**Q.** I want to estimate how much ZrSi₂ shrinks under pressure, with nothing but a pocket calculator. At 1 GPa the volume falls by about 0.8 %. Can I just multiply by the pressure?

ZrSi2 (Cmcm) relaxed under hydrostatic pressure with its symmetry kept, using Ansatz 0.2.0 with PBE, plane-wave PAW, scalar-relativistic, no spin polarisation, a 420 eV cutoff and 0.1 eV Gaussian smearing. Changes are relative to the cell relaxed at zero pressure (16.80 Å³ per atom); a and c here are the lengths of primitive-cell vectors, 7.623 and 3.679 Å at zero pressure.

```csv
applied pressure (GPa),k mesh,volume change (%),enthalpy change (eV/atom),a change (%),c change (%),energy change (meV/atom)
-1,10×10×10,0.83,-0.105,0.41,0.21,0.5
1,10×10×10,-0.79,0.104,-0.35,-0.19,0.4
4,10×10×10,-3.01,0.413,-1.39,-0.76,6.1
12,10×10×10,-7.92,1.205,-3.80,-1.97,46.5
25,10×10×10,-13.98,2.417,-6.97,-3.52,161.8
50,10×10×10,-22.03,4.559,-11.39,-5.86,471.1
90,12×12×10,-30.33,7.641,-16.12,-8.59,1066.8
```

**A.** Try it at 12 GPa. Proportion gives almost 10 %, but the relaxed crystal has lost only 7.9 %. At 90 GPa it would leave you little more than a quarter of the volume.

**Q.** So the crystal gets harder as it is squeezed. Why?

**A.** When atoms are pushed together, their electron clouds overlap more and the repulsion rises steeply. Each further per cent of compression therefore costs more pressure than the last. That is the standard explanation; the table itself shows only the stiffening. The bulk modulus, the pressure needed per fractional loss of volume, is about 123.5 GPa at the start and averages about 355 GPa between the last two rows.

**Q.** Then I need to know how fast it grows.

**A.** For many solids it starts to rise by roughly 4 GPa for every GPa applied. Take that customary 4 and let the modulus be B + 4P, where P is the pressure and B the modulus at zero pressure. A small step dP then removes the fraction dP/(B + 4P) of the volume. Adding up the steps gives

V/V₀ = 1/s, with s = (1 + 4P/B)^(1/4),

where V₀ is the volume at zero pressure. The fourth root is just the square-root key pressed twice.

**Q.** And where do I get B?

**A.** From the two gentlest rows. Between −1 and 1 GPa the volume changes by 1.62 %, so B = 2/0.0162 ≈ 123.5 GPa. Those two rows therefore can't test the rule, but the others can.

**Q.** Let me do 25 GPa. I get 1 + 100/123.5 = 1.81. The first root is 1.345 and the second is 1.16. One divided by 1.16 is 0.862, so the volume falls by 13.8 %.

**A.** The calculation gives 14.0 %. Up to this pressure the rule stays within 0.2 percentage points of every row.

**Q.** At 90 GPa I start from 3.915 and end with s = 1.407. That means a loss of 28.9 %, but the table has 30.3 %. Is the 4 wrong?

**A.** It is a good starting slope, but the slope doesn't last. Midway between 50 and 90 GPa your rule assumes a modulus of about 403.5 GPa, well above the average of 355 GPa found between those rows, so it compresses the crystal too little. The second-order Birch–Murnaghan equation has the same B and the same initial slope, but lets the slope fall under compression. To reach the table's volume at 90 GPa, your rule would need about 100 GPa, but Birch–Murnaghan needs only 92 GPa. So the constant slope explains most of your miss.

**Q.** Could I get the enthalpy from the same s?

**A.** Yes. The enthalpy is the energy plus pressure times volume, and it grows by V dP at each step. Summed from zero pressure, this gives

H = (V₀B/3)(s³ − 1).

With 16.80 Å³ per atom and 160.2 GPa to one eV/Å³, the prefactor is 16.80 × 123.5/(3 × 160.2) ≈ 4.32 eV per atom.

**Q.** For 25 GPa, s³ is 1.56, so H is 2.42 eV per atom, which matches the table. At 90 GPa I get about 7.7 against 7.64. Why is that so much better than the volume?

**A.** The enthalpy collects the volume along the whole path, and your volumes are good for much of it. The energy alone is less forgiving, because you must subtract the large PV term from H. At 90 GPa it comes out 7 % below the table's value. Nor does a good enthalpy prove that this structure survives: that needs the enthalpies of competing phases and a test of its vibrations, and neither is given here.

**Q.** Can I take the cube root of the volume to find the cell lengths?

**A.** Only if all axes shrink alike, and here they don't. At 90 GPa equal shares would shorten c by 11 %, but it shortens by 8.6 %. The long b axis takes about half of the logarithmic volume change, while a and c take roughly a quarter each. So c scales roughly as V^(1/4), a pattern read off this table rather than derived. Which atomic contacts make b soft remains open, since the compressed bond lengths aren't given.

**Q.** But the column "a change" shows 16 % at 90 GPa. That isn't a quarter share.

**A.** That column follows a slanted vector of the primitive cell, which runs mostly along b. It scales roughly as V^(1/2).

**Q.** How far would you trust all this?

**A.** For volume, I would use it freely to 25 GPa and with care to 50 GPa, where it misses by 0.6 points. At 90 GPa it misses by 1.4 points. The calculation there converged without any warning of its own, but the data makers' tests on other systems advise caution so far from the equilibrium volume. All these misses are measured against a crystal at zero temperature without zero-point motion, so a real sample may have a somewhat different B. For another crystal, what counts is P/B: one twice as stiff needs twice the pressure for the same compression, provided its modulus also starts with a slope near 4. The printed analysis below gives the misses row by row.

Output of the analysis:

```
Bulk modulus from the rows at -1 and 1 GPa (GPa): 123.5
Its uncertainty if the volume difference is off by 0.01 points (GPa): 0.7622
Enthalpy prefactor V0 B/3 (eV/atom): 4.316
Largest volume miss up to 25 GPa (percentage points): 0.1962
c change at 90 GPa if all axes shrank equally (%): -11.35
PV part of the enthalpy change at 90 GPa (%): 86.04
Volume by the rule:
  row  1+4P/B  first root  second root s  rule volume change %  rule less table points  straight line %
   -1  0.9676      0.9837         0.9918                0.8267               -0.003338           0.8099
    1   1.032       1.016          1.008               -0.7938               -0.003847          -0.8099
    4    1.13       1.063          1.031                    -3                0.009847           -3.239
   12   1.389       1.178          1.086                -7.882                 0.03821           -9.718
   25    1.81       1.345           1.16                -13.78                  0.1962           -20.25
   50    2.62       1.619          1.272                 -21.4                  0.6325           -40.49
   90   3.915       1.979          1.407                -28.91                   1.419           -72.89
Lengths:
  row  share of short a  share of long b  share of c  rule slanted vector %  rule c change %
   -1            0.2349           0.5113      0.2538                 0.4125            0.206
    1            0.3098           0.4504      0.2398                -0.3977          -0.1991
    4            0.2812           0.4692      0.2496                 -1.511          -0.7586
   12            0.2771           0.4818      0.2411                 -4.022           -2.032
   25            0.2686           0.4935       0.238                 -7.147            -3.64
   50             0.256           0.5013      0.2427                 -11.34           -5.842
   90            0.2487           0.5028      0.2485                 -15.69           -8.177
Enthalpy energy and stiffness:
  row  rule H eV/atom   H miss %  rule E meV/atom  E miss %  B from previous row GPa  rule B midway GPa  Birch pressure GPa
   -1         -0.1053     0.2741           0.4364    -12.72                      n/a                n/a              -1.004
    1          0.1044     0.4215           0.4134      3.36                    123.5              123.5               0.995
    4           0.413  -0.005332            6.132    0.5261                    132.6              133.5               4.012
   12           1.205    0.02609             46.2   -0.6414                      154              155.5               12.02
   25           2.419    0.06522            158.5    -2.055                      191              197.5               25.14
   50           4.571     0.2679            450.2    -4.439                    254.4              273.5                50.6
   90           7.697      0.737            988.5    -7.339                    355.4              403.5               92.16
```
